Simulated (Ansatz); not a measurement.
Electron–phonon coupling and T_c of YHg (computed with Ansatz 0.2.0)

Space group Pm-3m (No. 221), 2 atoms in the cell of the first input below: a = 3.666 Å, b = 3.666 Å, c = 3.666 Å, α = 90.00°, β = 90.00°, γ = 90.00°.

The cell was built from a prototype of a structure type listed for this compound, relaxed without spin–orbit coupling to zero pressure (pressure 0.0 GPa with this functional, without spin–orbit coupling). Functional: PBEsol.

Input:

```yaml
crystal:
  lattice:
    - [3.6658706682, 0.0, 0.0]
    - [0.0, 3.6658706682, 0.0]
    - [0.0, 0.0, 3.6658706682]
  atoms:
    - { symbol: "Y", position: [0.0, 0.0, 0.0] }
    - { symbol: Hg, position: [0.5, 0.5, 0.5] }
basis:
  ecutwfc: 420
  ecutrho_ratio: 4
kpoints:
  mp_grid: { grid: [10, 10, 10] }
hamiltonian:
  xc: pbesol
scf:
  occupations: { method: methfessel_paxton, width: 0.2 }
output: {}
phonons:
  supercell: [2, 2, 2]
  qpath:
    path:
      - [[0.0, 0.0, 0.0], [0.0, 0.5, 0.0], [0.5, 0.5, 0.0], [0.0, 0.0, 0.0], [0.5, 0.5, 0.5], [0.0, 0.5, 0.0]]
      - [[0.5, 0.5, 0.5], [0.5, 0.5, 0.0]]
    npoints: 6
  electrical_resistivity: { mesh: [20, 20, 20], temperatures: [50, 100, 200, 300, 500] }
  superconductivity: { mesh: [20, 20, 20], eliashberg_equations: false }
```

```bash
ansatz run input.yaml --threads 8 --pin off --max-ram 15360MiB --backend cpu --events-out ev --progress --plain --runs-dir out
```

Time: 25 s on 8 threads of Intel(R) Xeon(R) 6975P-C (Granite Rapids), with other jobs on the host, peak memory 2.9 GiB.

On the finest mesh λ = 0.5811, ω_log = 6.570 meV, N(E_F) = 1.009 states per eV, spin and cell. λ by mesh: 20×20×20 0.581, 10×10×10 0.636, 5×5×5 0.712.

**Question.** What T_c does McMillan's formula in the Allen–Dynes form give for μ* = 0.10?

**Answer.** T_c = (ω_log/1.2) exp[−1.04(1+λ)/(λ − μ*(1+0.62λ))] = (76.24 K/1.2) × exp(−1.6443/0.4451) = 1.58 K. λ still moved by 9 % between the two finest meshes, so T_c isn't settled to the digits shown. By mesh, finest first, the same formula gives 1.58, 2.08, 2.77 K.

```tsv
μ*	McMillan (K)	Allen–Dynes with strong-coupling factors (K)
0.08	1.95	2.02
0.10	1.58	1.63
0.12	1.24	1.28
0.13	1.09	1.12
0.14	0.94	0.97
0.16	0.69	0.71
0.20	0.31	0.32
```

Caveats: no spin-orbit coupling, which matters for these elements; small supercell, couplings not converged in it; with so small a supercell and a typed μ*, T_c can miss a measured one by a factor of two or more; λ is not converged in the mesh, and T_c depends on it steeply.

The numbers describe a phonon-mediated superconductor of weak to moderate coupling, with T_c on the kelvin scale at most. The low ω_log of 6.570 meV fits a lattice containing heavy Hg and metallic bonds without stiff covalent units. Such soft modes act in two ways: they favour a larger λ, because the coupling weights low frequencies, but they also shrink the energy scale that sets T_c. The states at the Fermi level are probably largely Y 4d, since the Hg 5d shell is filled and lies deep.

The steep fall of T_c with μ* follows from the modest λ, as Coulomb repulsion cancels an appreciable part of the attraction in the exponent. The strong-coupling factors change little, as expected in this regime. Both λ and T_c fall at each mesh refinement, which suggests that 1.58 K lies nearer the upper end for this model than its centre. The integrated λ doesn't show whether Hg-dominated acoustic modes or Y-dominated optical modes carry the pairing.
